Two numbers, the relaxed volume and one stiffness, are enough to estimate by hand what it costs to squeeze or stretch anatase TiO₂. Up to 6 % in volume either way, the estimates stay within about 2 % of the computed pressures and about 1 % of the computed energies. The band gap follows no such rule: among the five volumes it is largest at the relaxed one, and a crude estimate is to leave it unchanged.

Anatase TiO₂ at five volumes, with cell shape and atoms relaxed at each, from r2SCAN density functional theory in Ansatz 0.2.0 (scalar-relativistic plane-wave PAW, no spin polarisation, cutoff 500 eV, Gamma-centred 8×8×8 k mesh). Energies are per atom, counted from the minimum of a third-order Birch-Murnaghan fit; positive pressure means compression.

```tsv
volume per atom (Å³/atom)	energy over minimum (meV/atom)	pressure (GPa)	band gap on mesh (eV)
10.715	26.0	12.61	2.475
11.057	6.3	5.99	2.538
11.399	0.0	0.00	2.569
11.740	5.9	-5.39	2.563
12.082	22.6	-10.18	2.541
```

The energy has a valley at the volume where attraction and repulsion between the atoms balance. Pushing the atoms together makes their electron clouds overlap, and the repulsion grows steeply. Pulling them apart meets a resistance that also grows, but by less with each further step. The valley is therefore steeper on the compressed side, and the crystal stiffens under pressure.

A spring that counts the change of volume in cubic ångströms misses this asymmetry, because it gives the same size of pressure for equal squeezing and stretching. The remedy is to count each small step as a fraction of the volume the crystal has at that moment. A given step in cubic ångströms then counts for more in a squeezed crystal than in a stretched one. Adding up such fractional steps gives a logarithm.

Let $V$ be the volume per atom, $V_0$ its relaxed value and $u=\ln(V/V_0)$ the logarithmic strain. Let the energy over minimum $E$ be that of a spring in $u$, with the bulk modulus $B$ as its stiffness. The pressure $P$ is the slope of the energy with volume, with its sign reversed:

$$E=\tfrac12 B V_0 u^2,\qquad P=-\frac{dE}{dV}=-B\,u\,\frac{V_0}{V}.$$

The relaxed row gives $V_0$ = 11.399 Å³. The stiffness was set from the pressures of the two rows next to it, which give $B$ = 189.6 GPa. In handy form, the first percent of volume change takes about 1.9 GPa. The energy is 0.674 meV per atom times the square of the strain in percent. The two outermost rows had no part in setting $B$, so they can serve as worked examples that also test the rule.

Take the smallest volume, 10.715 Å³. No table of logarithms is needed, because for small changes $u$ is very nearly the difference of the two volumes divided by their mean: $-0.684/11.057=-0.0619$. The volume ratio is 0.940, so the pressure is $189.6\times0.0619/0.940$, or 12.5 GPa. The energy is $0.674\times6.19^2$, or 25.8 meV per atom. The calculation gives 12.6 GPa and 26.0 meV.

At the largest volume, 12.082 Å³, the same steps give $u=0.683/11.741=0.0582$ and a volume ratio of 1.060. The estimated pressure is −10.4 GPa, where the minus sign means a pull from all sides, and the energy is 22.8 meV per atom. The calculation gives −10.2 GPa and 22.6 meV. This is the row with the largest misses in both quantities. The two agreements are not separate proofs, since pressure and energy describe the same valley.

The logarithm works here because of how fast this crystal stiffens. Working out the bulk modulus from the formula for $P$ shows that, near the relaxed volume, it grows by 2 GPa for each GPa of pressure. A Birch-Murnaghan fit to the energies of the same calculation gives 2.50, which is close. The small excess should leave the rule's pressures slightly too low, by an amount that grows as the square of the strain. They are indeed too low at both ends; on the stretched side this means that the estimated pull is too strong. The square law expects about 0.18 GPa at the smallest volume and 0.16 GPa at the largest, and the misses are 0.13 and 0.23 GPa. Sign and mean size agree, but the larger miss lies on the stretched side, so the next order in the strain also counts at 6 %.

Two other simple forms, given the same $B$, do less well. The spring linear in volume even softens on compression, at a rate of −1, and it misses the pressure by up to 1.2 GPa. The second-order Birch form has a stiffening rate of 4 built in and misses by up to 0.7 GPa. For another crystal, then, the stiffening rate decides which form to use: near 2 the logarithm is the natural choice, near 4 the Birch form.

The rule holds for a crystal that is free to choose its shape. If all three axes shared the logarithmic volume strain equally, the long $c$ axis would take a third of it. In the relaxed cells it takes about 71 % at the smallest volume and 59 % at the largest. This freedom makes the crystal softer: in the run at 11.057 Å³ the pressure fell from about 7.4 GPa at the first step, before shape and atoms had relaxed, to 5.99 GPa at the end. It may also be why the stiffening rate lies well below 4, though the table does not test this. The rule also follows anatase alone, at zero temperature, whereas a real sample may change to another crystal structure within several GPa.

It is tempting to treat the gap in the same spirit, with one fixed shift for each percent of strain, known as a deformation potential. No single shift follows the table over its whole range, because for the gap on this mesh the shift changes sign. Averaged from the relaxed row to each end, the gap falls by about 15 meV per percent of compression and by about 5 meV per percent of stretching. These two slopes, each set by its end row, miss the inner rows by about 15 and 8 meV. Keeping the relaxed value of 2.57 eV is a cruder estimate, with a largest error of 0.09 eV, or 4 % of the computed gap. That is the error in following the change with volume; the gap itself is too small at this level of theory, as measured values lie roughly near 3.2 eV.

The difference between the two quantities lies in what they are. Energy must have its minimum where the pressure vanishes, but no such law places the maximum of the gap there. The gap is a distance between two band edges, and both can move when the bonds change length. Between the two compressed rows the gap in the table shrinks by 63 meV, while the smallest gap between states of equal crystal momentum grows by 26 meV. Compression thus does not simply push all filled and empty states apart or together. In both rows the highest filled state lies at the zone boundary and the lowest empty state at the zone centre, and the direct gap exceeds this indirect one by 89 meV more in the smaller cell. A likely reading is that compression widens the oxygen bands and so lifts the filled state at the boundary. The squeeze is far from uniform, since each short axis shrinks by only about 0.9 % at the smallest volume and the rest goes into $c$; the table does not separate the change of shape from the change of bond lengths.

The printed analysis below lists the estimates for every row. What remains open is where the gap really peaks. The relaxed row and the next larger volume differ by only 6 meV, and the k mesh is coarse for so small a difference. The highest filled state on the mesh sits at one point in both compressed rows and at a neighbouring point in the relaxed row, so the true band edge may lie between the two, and the slopes on the two sides may belong to different filled states. A finer search along the bands, at the relaxed volume, at the next larger one and at others between and around them, would show whether the maximum truly sits at zero pressure or only close to it.

Output of the analysis:

```
bulk modulus B from the two inner pressures, GPa: 189.6
energy factor, meV/atom per squared percent of logarithmic strain: 0.6743
Logarithmic rule:
     row  log strain in percent  P rule GPa  P miss GPa  E rule meV/atom  E miss meV/atom
  10.715                 -6.188       12.48     -0.1314            25.82          -0.1789
  11.057                 -3.046       5.953    -0.03721            6.257         -0.04288
  11.399                      0           0           0                0                0
   11.74                  2.948      -5.425    -0.03505            5.859         -0.04128
  12.082                  5.819      -10.41     -0.2268            22.83           0.2335
largest pressure miss, logarithmic rule, GPa: 0.2268
largest pressure miss, spring linear in volume, GPa: 1.236
largest pressure miss, second-order Birch, GPa: 0.6661
largest energy miss, logarithmic rule, meV/atom: 0.2335
largest energy miss, spring linear in volume, meV/atom: 1.721
largest energy miss, second-order Birch, meV/atom: 0.9124
pressure missing from the rule at smallest volume as expected from derivative 2.50, GPa: 0.1829
share of c axis in the volume strain, smallest volume, percent: 71.18
share of c axis in the volume strain, largest volume, percent: 58.8
largest miss if the gap is kept at its relaxed value, eV: 0.094
mean gap slope on compression side, meV per percent of log strain: 15.19
mean gap slope on stretched side, meV per percent of log strain: -4.812
change of smallest direct gap from 11.057 to 10.715 A3/atom, meV: 26.21
```
